\paragraph{Note 1: premises and conventions.}
A quantum well of area $\mathcal A$ has one conduction and one valence subband, with operators $c_{\mathbf k},v_{\mathbf k}$ and in-plane wave vector $\mathbf k$. One circular polarisation couples one spin state of each band, so spin is suppressed until Note 8. The index $q$ labels light modes with zero in-plane wave vector (emission normal to the well). With $P_{\mathbf k}=v^\dagger_{\mathbf k}c_{\mathbf k}$ and the rotating-wave approximation,
\begin{equation}
H=\sum_{\lambda\mathbf k}\epsilon^\lambda_{\mathbf k}a^\dagger_{\lambda\mathbf k}a_{\lambda\mathbf k}+H_C+\sum_q\hbar\omega_qB^\dagger_qB_q-\sum_{q\mathbf k}\left(F_qB_qP^\dagger_{\mathbf k}+F^*_qB^\dagger_qP_{\mathbf k}\right),\tag{1}
\end{equation}
\begin{equation}
H_C=\tfrac12\sum_{\lambda\lambda'}\sum_{\mathbf k\mathbf k',\mathbf p\neq0}V_{\mathbf p}\,a^\dagger_{\lambda,\mathbf k+\mathbf p}a^\dagger_{\lambda',\mathbf k'-\mathbf p}a_{\lambda'\mathbf k'}a_{\lambda\mathbf k},\tag{2}
\end{equation}
where $\lambda\in\{c,v\}$, $F_q$ is an energy independent of $\mathbf k$, and $V_{\mathbf p}=V_{-\mathbf p}>0$ contains the factor $1/\mathcal A$. Interband exchange is left out. The state is homogeneous and incoherent: after nonresonant pumping and dephasing, $\langle P_{\mathbf k}\rangle=\langle B_q\rangle=0$. The occupations $f^e_{\mathbf k}=\langle c^\dagger_{\mathbf k}c_{\mathbf k}\rangle$ and $f^h_{\mathbf k}=1-\langle v^\dagger_{\mathbf k}v_{\mathbf k}\rangle$ change slowly. Abbreviate $s_{\mathbf k}=f^e_{\mathbf k}f^h_{\mathbf k}$ and $\eta_{\mathbf k}=1-f^e_{\mathbf k}-f^h_{\mathbf k}$.

\paragraph{Note 2: where the source comes from.}
The luminescence into mode $q$ is the photon flux $I(\omega_q)=\partial_t\langle B^\dagger_qB_q\rangle$. From $i\hbar\partial_tO=[O,H]$, $[B^\dagger B,B]=-B$ and $[B^\dagger B,B^\dagger]=B^\dagger$,
\begin{equation}
I(\omega_q)=-\frac{2}{\hbar}\,\mathrm{Im}\sum_{\mathbf k}F^*_q\,\Pi_{\mathbf k},\qquad \Pi_{\mathbf k}=\langle B^\dagger_qP_{\mathbf k}\rangle .\tag{3}
\end{equation}
The photon-assisted polarisation $\Pi$ is the amplitude for removing a pair while creating a photon. Since $\langle B\rangle\langle P\rangle=0$, it is a pure correlation. The free parts of $H$ contribute $(\epsilon^c_{\mathbf k}-\epsilon^v_{\mathbf k}-\hbar\omega_q)\Pi_{\mathbf k}$. The term $B^\dagger P$ of the coupling commutes with $B^\dagger_qP_{\mathbf k}$. For the other one, move $B_{q'}$ past $B^\dagger_q$:
\begin{equation}
[B^\dagger_qP_{\mathbf k},B_{q'}P^\dagger_{\mathbf k'}]=B^\dagger_qB_{q'}[P_{\mathbf k},P^\dagger_{\mathbf k'}]-\delta_{qq'}P^\dagger_{\mathbf k'}P_{\mathbf k},\tag{4}
\end{equation}
with $[P_{\mathbf k},P^\dagger_{\mathbf k'}]=\delta_{\mathbf k\mathbf k'}(v^\dagger_{\mathbf k}v_{\mathbf k}-c^\dagger_{\mathbf k}c_{\mathbf k})$, whose mean is $\delta_{\mathbf k\mathbf k'}\eta_{\mathbf k}$. Multiplied by $-F_{q'}$ and summed, the first term gives the stimulated contribution $-\eta_{\mathbf k}\sum_{q'}F_{q'}\langle B^\dagger_qB_{q'}\rangle$ after factorisation. The second exists only because $B$ and $B^\dagger$ do not commute; it is the spontaneous source $+F_qS_{\mathbf k}$ with
\begin{equation}
S_{\mathbf k}=\sum_{\mathbf k'}G_{\mathbf k\mathbf k'},\qquad G_{\mathbf k\mathbf k'}=\langle P^\dagger_{\mathbf k'}P_{\mathbf k}\rangle=\delta_{\mathbf k\mathbf k'}s_{\mathbf k}+\Delta_{\mathbf k\mathbf k'} .\tag{5}
\end{equation}
The split is a definition. Of the pairings of $\langle c^\dagger_{\mathbf k'}v_{\mathbf k'}v^\dagger_{\mathbf k}c_{\mathbf k}\rangle$ only $\langle c^\dagger_{\mathbf k'}c_{\mathbf k}\rangle\langle v_{\mathbf k'}v^\dagger_{\mathbf k}\rangle=\delta_{\mathbf k\mathbf k'}s_{\mathbf k}$ survives in an incoherent state, and $\Delta$ is the remainder, the electron-hole correlation at zero centre-of-mass momentum. Each element of $\Delta$ is of order $1/\mathcal A$, so its sum over $\mathbf k'$ is of the same order as $s_{\mathbf k}$.

\paragraph{Note 3: the Coulomb commutator.}
The two halves of (2) contribute equally to $[a_{\lambda\mathbf k},H_C]=\sum V_{\mathbf p}a^\dagger_{\lambda',\mathbf k'-\mathbf p}a_{\lambda'\mathbf k'}a_{\lambda,\mathbf k-\mathbf p}$, and $[a^\dagger,H_C]=-[a,H_C]^\dagger$. Hence
\begin{equation}
[P_{\mathbf k},H_C]=\sum_{\lambda'\mathbf k'\mathbf p}V_{\mathbf p}\left(v^\dagger_{\mathbf k}a^\dagger_{\lambda',\mathbf k'-\mathbf p}a_{\lambda'\mathbf k'}c_{\mathbf k-\mathbf p}-v^\dagger_{\mathbf k-\mathbf p}a^\dagger_{\lambda'\mathbf k'}a_{\lambda',\mathbf k'-\mathbf p}c_{\mathbf k}\right).\tag{6}
\end{equation}
Put $B^\dagger_q$ in front and collect the products of one occupation and one $\Pi$. Pairing the two inner operators needs $\mathbf p=0$, which is excluded. Pairing the first operator with the third and the second with the fourth costs a minus sign and sets $\mathbf k'=\mathbf k$. The first term gives $-(1-f^h_{\mathbf k})\Pi_{\mathbf k-\mathbf p}$ for $\lambda'=v$ and $-f^e_{\mathbf k-\mathbf p}\Pi_{\mathbf k}$ for $\lambda'=c$; the second gives $+(1-f^h_{\mathbf k-\mathbf p})\Pi_{\mathbf k}$ and $+f^e_{\mathbf k}\Pi_{\mathbf k-\mathbf p}$. Their sum is $\Pi_{\mathbf k}\sum_{\mathbf p}V_{\mathbf p}\eta_{\mathbf k-\mathbf p}-\eta_{\mathbf k}\sum_{\mathbf p}V_{\mathbf p}\Pi_{\mathbf k-\mathbf p}$. The constant $\sum V_{\mathbf p}$ is the exchange energy of the full valence band and is absorbed in the gap $E_g$. With reduced mass $m_r$ the semiconductor luminescence equation reads
\begin{equation}
i\hbar\partial_t\Pi_{\mathbf k}=\sum_{\mathbf k'}(\mathcal H_{\mathbf k\mathbf k'}-\hbar\omega_q\delta_{\mathbf k\mathbf k'})\Pi_{\mathbf k'}+F_qS_{\mathbf k}-\eta_{\mathbf k}\sum_{q'}F_{q'}\langle B^\dagger_qB_{q'}\rangle+T_{\mathbf k},\tag{7}
\end{equation}
\begin{equation}
\mathcal H_{\mathbf k\mathbf k'}=\tilde\epsilon_{\mathbf k}\delta_{\mathbf k\mathbf k'}-\eta_{\mathbf k}V_{\mathbf k-\mathbf k'},\qquad\tilde\epsilon_{\mathbf k}=E_g+\frac{\hbar^2k^2}{2m_r}-\sum_{\mathbf k'}V_{\mathbf k-\mathbf k'}(f^e_{\mathbf k'}+f^h_{\mathbf k'}).\tag{8}
\end{equation}
$T_{\mathbf k}$ collects the unfactorised remainders (screening, carrier and phonon scattering). The homogeneous part of (7) is the Wannier operator, and it does not contain $\Delta$.

\paragraph{Note 4: why left and right functions, and why the energies are real.}
$\mathcal H$ is not Hermitian, because $\eta_{\mathbf k}$ carries the row index only. Below inversion, $\eta_{\mathbf k}>0$ for all $\mathbf k$, and in matrix notation
\begin{equation}
\mathcal H=\eta^{1/2}\mathcal H_s\,\eta^{-1/2},\qquad\mathcal H_s=\tilde\epsilon-\eta^{1/2}V\eta^{1/2}=\mathcal H_s^\dagger .\tag{9}
\end{equation}
The orthonormal, complete eigenvectors $\psi_\lambda$ of $\mathcal H_s$ ($\lambda$ now labels pair states, bound and continuum) have real energies $E_\lambda$. Then $\phi^R_\lambda=\eta^{1/2}\psi_\lambda$ obeys $\mathcal H\phi^R_\lambda=E_\lambda\phi^R_\lambda$, and $\phi^L_\lambda=\eta^{-1/2}\psi_\lambda$ obeys $\phi^{L\dagger}_\lambda\mathcal H=E_\lambda\phi^{L\dagger}_\lambda$, with
\begin{equation}
\phi^{L\dagger}_\lambda\phi^R_{\lambda'}=\delta_{\lambda\lambda'},\qquad\sum_\lambda\phi^R_\lambda\phi^{L\dagger}_\lambda=1,\qquad\phi^R_\lambda(\mathbf k)=\eta_{\mathbf k}\phi^L_\lambda(\mathbf k).\tag{10}
\end{equation}
Define $\phi^R_\lambda(\mathbf r{=}0)=\sum_{\mathbf k}\phi^R_\lambda(\mathbf k)$, which for $\eta=1$ is $\sqrt{\mathcal A}$ times the normalised relative wave function at zero separation. For isotropic occupations it vanishes unless the state is $s$-like.

\paragraph{Note 5: the Elliott form.}
Three approximations enter. (i) The stimulated term is dropped: without a cavity the photons leave, and the term only adds the radiative width. (ii) $T$ is closed linearly, $T=-i\Gamma\Pi$, and only the diagonal elements $\gamma_\lambda=\phi^{L\dagger}_\lambda\Gamma\phi^R_\lambda$ are kept, which needs off-diagonal elements small against the level spacings; shifts are absorbed in $E_\lambda$. (iii) $S$ is constant over times $\hbar/\gamma_\lambda$. Projecting (7) on $\phi^L_\lambda$, with $\Pi_\lambda=\phi^{L\dagger}_\lambda\Pi$, $S_\lambda=\phi^{L\dagger}_\lambda S$ and $D_\lambda=E_\lambda-\hbar\omega-i\gamma_\lambda$,
\begin{equation}
\Pi_\lambda=-\frac{i}{\hbar}F S_\lambda\int_0^\infty d\tau\,e^{-iD_\lambda\tau/\hbar}=-\frac{FS_\lambda}{D_\lambda}.\tag{11}
\end{equation}
Completeness gives $\sum_{\mathbf k}\Pi_{\mathbf k}=\sum_\lambda\phi^R_\lambda(0)\Pi_\lambda$, and (3) becomes
\begin{equation}
I(\omega)=\frac{2|F|^2}{\hbar}\,\mathrm{Im}\sum_\lambda\frac{\phi^R_\lambda(\mathbf r{=}0)\sum_{\mathbf k}\phi^{L*}_\lambda(\mathbf k)S_{\mathbf k}}{E_\lambda-\hbar\omega-i\gamma_\lambda}.\tag{12}
\end{equation}
The denominators belong to the propagation of $\Pi$, the numerators to the state of the carriers. Any source with a non-zero projection on $\phi^L_{1s}$ emits at $E_{1s}$, and $S=s$ has one, because $\phi^L_{1s}$ has no node. A peak at $E_{1s}$ therefore does not by itself show an exciton population $\Delta$, the point made by Kira, Jahnke and Koch in 1998.

The absorption follows from the same equation. Keep the stimulated term of one occupied mode, $q'=q$, with photon number $N_q$. It replaces $S$ by $-\eta N_q$, and by (10) $\sum_{\mathbf k}\phi^{L*}_\lambda\eta_{\mathbf k}=\phi^{R*}_\lambda(0)$. The net loss rate per photon, proportional to the absorption $\alpha(\omega)$, is Elliott's formula with phase-space filling,
\begin{equation}
A(\omega)=\frac{2|F|^2}{\hbar}\,\mathrm{Im}\sum_\lambda\frac{|\phi^R_\lambda(0)|^2}{E_\lambda-\hbar\omega-i\gamma_\lambda}.\tag{13}
\end{equation}

\paragraph{Note 6: the numerator of (12) need not be positive, and what repairs it.}
With $S=s$ the numerator is linear in $\phi^L_\lambda$. The $2s$ function has a node in $k$, and at small $k$ its sign is opposite to that of $\phi_{2s}(\mathbf r{=}0)$ (Note 8), so a cold plasma gives a negative $2s$ weight. The reason is that $\Delta=0$ is not a stationary state. The part of (2) that moves a pair from $\mathbf k'$ to $\mathbf k$ is $-V_{\mathbf k-\mathbf k'}P^\dagger_{\mathbf k}P_{\mathbf k'}$. In a state without correlations, for $\mathbf k\neq\mathbf k'$,
\begin{equation}
\langle[P^\dagger_{\mathbf k'}P_{\mathbf k},H]\rangle=-V_{\mathbf k-\mathbf k'}\left[s_{\mathbf k'}(1-f^e_{\mathbf k})(1-f^h_{\mathbf k})-s_{\mathbf k}(1-f^e_{\mathbf k'})(1-f^h_{\mathbf k'})\right]=-V_{\mathbf k-\mathbf k'}\left[\eta_{\mathbf k}s_{\mathbf k'}-s_{\mathbf k}\eta_{\mathbf k'}\right],\tag{14}
\end{equation}
since $(1-f^e)(1-f^h)=\eta+s$. The right side is the element $\mathbf k\mathbf k'$ of $\mathcal Hs-s\mathcal H^\dagger$. The terms linear in $\Delta$ follow from Note 3 with $B^\dagger$ replaced by $P^\dagger_{\mathbf k'}$, plus the conjugate step, and give $\mathcal H\Delta-\Delta\mathcal H^\dagger$. All that is left out needs a third carrier and is of third order in the density, whereas $G$ is of second order. With $X_\lambda=\sum_{\mathbf k}\phi^{L*}_\lambda(\mathbf k)P_{\mathbf k}$ and $N_{\lambda\lambda'}=\langle X^\dagger_{\lambda'}X_\lambda\rangle=\phi^{L\dagger}_\lambda G\phi^L_{\lambda'}$,
\begin{equation}
i\hbar\partial_t\Delta=\mathcal HG-G\mathcal H^\dagger,\qquad i\hbar\partial_t\Delta N_{\lambda\lambda'}=(E_\lambda-E_{\lambda'})N_{\lambda\lambda'} .\tag{15}
\end{equation}
For constant $f$ the off-diagonal $N_{\lambda\lambda'}$ oscillate about zero, and scattering damps the oscillation. If $\Delta$ is damped at a rate $\Gamma'/\hbar$, the steady off-diagonal $N_{\lambda\lambda'}$ is its uncorrelated value times $-i\Gamma'/(E_\lambda-E_{\lambda'}-i\Gamma')$, small for an isolated level. Inserting $G=\sum\phi^R_\lambda N_{\lambda\lambda'}\phi^{R\dagger}_{\lambda'}$ into (5) gives $S_\lambda=\sum_{\lambda'}N_{\lambda\lambda'}\phi^{R*}_{\lambda'}(0)$, so in the quasi-stationary state
\begin{equation}
I(\omega)=\frac{2|F|^2}{\hbar}\sum_\lambda\frac{|\phi^R_\lambda(0)|^2N_\lambda\,\gamma_\lambda}{(E_\lambda-\hbar\omega)^2+\gamma_\lambda^2},\qquad N_\lambda=\sum_{\mathbf k}|\phi^L_\lambda(\mathbf k)|^2f^e_{\mathbf k}f^h_{\mathbf k}+\Delta N_\lambda .\tag{16}
\end{equation}
Now each weight is positive, because $N_\lambda=\langle X^\dagger_\lambda X_\lambda\rangle\ge0$, and emission over absorption for an isolated line is $N_\lambda$. Equation (15) leaves $\Delta N_\lambda\equiv\Delta N_{\lambda\lambda}$ constant; it is set by the omitted scattering and by radiative loss, and it may be negative down to $N_\lambda=0$. The stationary meaning of ``plasma'' is thus $\Delta N_\lambda=0$ with the off-diagonal correlations built up. Its $1s$ term is the projection of randomly placed electrons and holes on the $1s$ pair state.

\paragraph{Note 7: quasi-equilibrium.}
Let the carriers be in equilibrium at temperature $T$ with electron and hole numbers separately conserved. An eigenstate of the carrier Hamiltonian has probability $p\propto\exp[-(E-\mu_eN_e-\mu_hN_h)/k_BT]$. Put $P=\sum_{\mathbf k}P_{\mathbf k}$ and $\mu=\mu_e+\mu_h$, on the energy scale on which a free pair at rest has $E_g$. To second order in $F$ the emission rate is
\begin{equation}
I=\frac{2\pi}{\hbar}|F|^2\sum_{mn}p_m|\langle n|P|m\rangle|^2\delta(E_m-E_n-\hbar\omega),\tag{17}
\end{equation}
and the upward rate per photon is the same sum with $p_n$. State $m$ has one pair more than $n$, so $p_n/p_m=e^{(\hbar\omega-\mu)/k_BT}$ in every term. The net loss $A$ is the upward rate minus the stimulated rate, which per photon equals $I$:
\begin{equation}
\frac{I(\omega)}{A(\omega)}=g(\hbar\omega)=\frac{1}{e^{(\hbar\omega-\mu)/k_BT}-1}.\tag{18}
\end{equation}
This Kubo-Martin-Schwinger relation holds for any Coulomb interaction. A detected spectrum divided by $\alpha$ carries in addition the smooth density of light modes. Comparing with (13) and (16), equilibrium means $N_\lambda=g(E_\lambda)$, that is $G=\eta^{1/2}g(\mathcal H_s)\eta^{1/2}$, which needs $\mu<E_{1s}$. This $G$ is stationary under (15), and it has the structure (5): with the off-diagonal $V$ removed it is $\eta_{\mathbf k}g(\tilde\epsilon_{\mathbf k})$, equal to $f^ef^h$ for Fermi functions, since $\eta/s=(1/f^e-1)(1/f^h-1)-1$. Two warnings follow. A thermal $f^ef^h$ with $\Delta N_\lambda=0$ does not satisfy (18). And constant $\gamma_\lambda$ cannot satisfy it pointwise, since one pole gives a constant $I/A$ across its line, while (18) falls by $e$ per $k_BT$. With constant widths, (16) respects (18) only for line areas and only if $\gamma_\lambda\ll k_BT$.

\paragraph{Note 8: closed forms at low density.}
Set $\eta=1$ and take $V(r)=-E_ba/r$ in two dimensions with $E_b=\hbar^2/2m_ra^2$. Substitution in the radial equation shows that $e^{-r/a}$ has binding $E_b$ and $(1-2r/3a)e^{-r/3a}$ has binding $E_b/9$. Normalisation gives $|\phi(0)|^2=2/\pi a^2$ and $2/27\pi a^2$ per unit area, a ratio of 27. The Fourier transform of $e^{-\kappa r}$ is $2\pi\kappa(\kappa^2+k^2)^{-3/2}$; that of $re^{-\kappa r}$ is minus its $\kappa$ derivative, so $(1-2\kappa r)e^{-\kappa r}$ transforms to $6\pi\kappa(k^2-\kappa^2)(\kappa^2+k^2)^{-5/2}$, negative for $k<\kappa$. For Boltzmann carriers at a common $T$, $s_{\mathbf k}=ze^{-bx}$ with $x=k^2a^2$, $b=E_b/k_BT$, $z=e^{(\mu-E_g)/k_BT}$. Use $\sum_{\mathbf k}=\mathcal A\int d(k^2)/4\pi$ and $y=9x$. Let $\nu_\lambda$ be the emission weight of a line divided by $z$ times its absorption weight. For $\Delta=0$ in (12),
\begin{equation}
\nu_{1s}=\int_0^\infty\!\frac{e^{-bx}\,dx}{2(1+x)^{3/2}},\qquad\nu_{2s}=\int_0^\infty\!\frac{3(y-1)e^{-by/9}\,dy}{2(1+y)^{5/2}};\tag{19}
\end{equation}
for the stationary plasma of (16),
\begin{equation}
\nu_{1s}=\int_0^\infty\!\frac{2e^{-bx}\,dx}{(1+x)^{3}},\qquad\nu_{2s}=\int_0^\infty\!\frac{6(y-1)^2e^{-by/9}\,dy}{(1+y)^{5}};\tag{20}
\end{equation}
in equilibrium with $g\ll1$, $\nu_{1s}=e^{b}$ and $\nu_{2s}=e^{b/9}$. All four integrals equal one at $b=0$. The ratio of line areas is $R=27\,\nu_{1s}/\nu_{2s}$.

To relate $\Delta N_{1s}$ to a density, restore spin. For sheet density $n$ of each carrier type, $f^{e,h}_0=\pi\hbar^2n/m_{e,h}k_BT$ and $z=f^e_0f^h_0$. Extra $1s$ excitons of density $\xi n$, thermal at $T$, of mass $M=m_e+m_h$ and spread equally over four spin states, have $\Delta N_{1s}=2\pi\hbar^2\xi n/4Mk_BT$ at zero momentum. Dividing by $z$,
\begin{equation}
R=27\,\frac{\nu_{1s}+\xi/\Lambda}{\nu_{2s}},\qquad\Lambda=\frac{2\pi\hbar^2n}{m_rk_BT},\tag{21}
\end{equation}
up to corrections of relative order $\xi$ from the bound carriers contained in $f$.

\paragraph{Note 9: range of validity.}
Equation (12) needs an incoherent, homogeneous two-band system, $\eta_{\mathbf k}>0$, weak coupling to light (no cavity, radiative width below $\gamma_\lambda$), a source slow on the scale $\hbar/\gamma_\lambda$, and scattering that does not mix the levels. Equation (16) needs in addition levels separated by more than the scattering rates and times longer than their inverse. Near the Mott density the bound poles merge with the continuum; the full matrix $\Gamma(\omega)$ then makes energies and numerators complex. With inversion the similarity (9) fails. Phonon sidebands, trions, biexcitons and localisation by disorder lie outside the truncation. Equation (18) is free of these limits but needs full quasi-equilibrium, bound states included.

\paragraph{Note 10: a shallow InGaAs/GaAs well after nonresonant pumping.}
Inputs, all typical or assumed: $E_b=8$ meV, $m_e=0.065\,m_0$, in-plane $m_h=0.20\,m_0$, carrier temperature 30 K, $n=10^{-5}$ nm$^{-2}$ ($10^9$ cm$^{-2}$), $\gamma_{1s}=\gamma_{2s}=0.5$ meV, radiative lifetime 10 ps of the $1s$ state at zero momentum. The binding energy was chosen to reproduce a typical well. It gives $m_r=0.049\,m_0$, $a=9.85$ nm and an effective dielectric constant $e^2/4\pi\varepsilon_0E_ba=18$, above the typical 13 of the crystal; the excess stands in for the finite well width. Then $k_BT=2.585$ meV, $b=3.095$, the $2s$ binding is 0.89 meV, the splitting is $\delta=7.11$ meV and $\hbar/\delta=93$ fs. The occupations are $f^e_0=0.0142$ and $f^h_0=0.0046$, so $\eta\ge0.981$, $z=6.6\times10^{-5}$ and $\Lambda=0.0378$. The radiative half-width $\hbar/2\tau=0.033$ meV is small against $\gamma$.
\begin{center}
\begin{tabular}{lcccc}
state & $\nu_{1s}$ & $\nu_{2s}$ & $\nu_{1s}/\nu_{2s}$ & $R$\\
\hline
$\Delta=0$, (19) & 0.115 & $-0.235$ & & \\
stationary plasma, (20) & 0.352 & 0.865 & 0.41 & 11\\
equilibrium, (18) & 22.1 & 1.41 & 15.7 & 423
\end{tabular}
\end{center}
The first row shows the negative weight of Note 6. In the second row the plasma emits mostly at $E_{1s}$ through the oscillator strength alone, while its $1s$ occupation lies below its $2s$ occupation, because the wide $1s$ function reaches into empty $k$ states. In equilibrium $N_{1s}=ze^b=1.5\times10^{-3}$, which justifies $g\ll1$, and the $1s$ density is $\Lambda e^b=0.83$ of the free density. By (21) the $1s$ area doubles at $\xi=\Lambda\nu_{1s}=0.013$, and $\xi=0.10$ gives $R=94$.

Four neglected effects rival the $2s$ signal or the inferred $\xi$. First, the constant-width $1s$ tail at $E_{2s}$, relative to the $2s$ peak, is $R\gamma^2/(\delta^2+\gamma^2)=0.0049\,R$: 0.054 for the plasma but 2.1 in equilibrium, where (18) applied to the Lorentzian absorption tail allows only $27\times0.0049=0.13$. Second, the higher states crowd in. The general solution, not derived here, has bindings $E_b/(2j+1)^2$ and relative weights $(2j+1)^{-3}$, so $3s$ lies 0.57 meV above $2s$, and weight over spacing tends to $1/4E_b=0.031$ meV$^{-1}$ at the band edge, against a $2s$ peak height $1/27\pi\gamma=0.024$ meV$^{-1}$. A visible ``$2s$'' feature is this whole group, and the $2s$ entries must be read as model weights. Third, the classical screening wave number $\kappa_D=4\pi E_ban/k_BT=0.0038$ nm$^{-1}$ sets an energy $E_ba\kappa_D=0.30$ meV, about a third of the $2s$ binding. Fourth, radiative decay empties the states at zero momentum; if scattering refills them more slowly than 10 ps, $\Delta N_{1s}$ falls below the thermal value, and 0.013 is then a lower bound on the exciton fraction that doubles the line.

The factor 27 is the strict two-dimensional limit and bulk hydrogenic states give 8. A well of finite width typically lies between, so this factor is too large by up to 3.4. It cancels in $\nu_{1s}/\nu_{2s}$, the ratio of $I/\alpha$ at the two lines, for which the model gives 0.41 for the plasma and 15.7 in equilibrium at 30 K.